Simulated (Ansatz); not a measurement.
A series in volume scale on LaMgO₃

All results are calculated (Ansatz 0.2.0). Free energy against uniform scaling of the volume at fixed shape and fractions; periodic cell, basis, potentials, k mesh and filling as listed.

The cell before it is scaled or strained (space group Pm-3m, No. 221):
```
LaMgO3
1.0
      3.9458     0.0000     0.0000
      0.0000     3.9458     0.0000
      0.0000     0.0000     3.9458
La Mg O
1 1 3
Direct
  0.00000 0.00000 0.00000
  0.50000 0.50000 0.50000
  0.50000 0.50000 0.00000
  0.50000 0.00000 0.50000
  0.00000 0.50000 0.50000
```

Settings of every row: functional PBEsol; dispersion none; potentials PAW; wave cutoff 517.02 eV; density cutoff 2068.1 eV; k mesh 6x6x6; k shift 0x0x0; occupations fermi dirac; smearing width 0.1 eV; spin none.

Limits: coarse k mesh, up to 40 meV an atom off; odd electron count without spin; the cell comes from a prototype or a list of computed structures and needn't be the stable phase.

```
row  volume scale  V (Å³/atom)  pressure (GPa)  energy above lowest point (meV/atom)
  1           0.9       11.058           10.74                                  22.5
  2         0.925       11.365            5.75                                   6.8
  3          0.95       11.672             1.4                                     0
  4         0.975        11.98               ?                                     ?
  5             1       12.287           -5.68                                   8.8
  6         1.025       12.594           -8.55                                  22.5
  7          1.05       12.901          -11.05                                  41.3
  8         1.075       13.208          -13.22                                  64.7
  9           1.1       13.515          -15.12                                  91.9
```

Question: what pressure and energy above lowest point should row 4 give?

Worked fit of pressure. Take u = (V_r/V)^(2/3) − 1 with V_r = 12.441 Å³ an atom, which is twice the finite (Eulerian) strain; such expansions in the strain, on which the Birch-Murnaghan equation of state is built, carry the rest volume and the bulk modulus. The shown rows have u = 0.08173, 0.06216, 0.04345, 0.00834, -0.00812, -0.02391, -0.0391, -0.05371. Least squares give pressure = −7.169 + 174.15 × u + 512.1 × u² + 470 × u³ GPa; a parabola predicts inner rows, each left out in turn, worse (root mean square 0.036 against 0.0043 GPa). All shown rows lie on it to the printed digit. The pressure vanishes at u = 0.0370, or V = 11.78 Å³ an atom, and there the bulk modulus at fixed shape and fractions is B = −V dP/dV = (2/3)(1 + u) dP/du = 148 GPa. The withheld row has u = 0.02549, so the fit gives −7.169 + 174.15 × (0.02549) + 512.1 × (0.02549)² + 470 × (0.02549)³ = -2.39 GPa.

The calculation gave -2.38 GPa. The fit lies 0.01 GPa (0.039 % of the column's range) below it, one unit of the last digit.

Worked fit of energy above lowest point. Take u = (V_r/V)^(2/3) − 1 with V_r = 12.441 Å³ an atom, which is twice the finite (Eulerian) strain; such expansions in the strain, on which the Birch-Murnaghan equation of state is built, carry the rest volume and the bulk modulus. The shown rows have u = 0.08173, 0.06216, 0.04345, 0.00834, -0.00812, -0.02391, -0.0391, -0.05371. Least squares give energy above lowest point = 14.98 − 834.7 × u + 11212 × u² + 1567 × u³ meV/atom; a parabola predicts inner rows, each left out in turn, worse (root mean square 0.12 against 0.028 meV/atom). All shown rows lie on it to the printed digit. Its lowest point lies at u = 0.0369, or V = 11.78 Å³ an atom, and the curvature there gives the bulk modulus at fixed shape and fractions, B = (4/9)(1 + u)² E″(u)/V = 148 GPa. The withheld row has u = 0.02549, so the fit gives 14.98 − 834.7 × (0.02549) + 11212 × (0.02549)² + 1567 × (0.02549)³ = 1.0 meV/atom.

The calculation gave 1 meV/atom. The fit meets it to the printed digit.
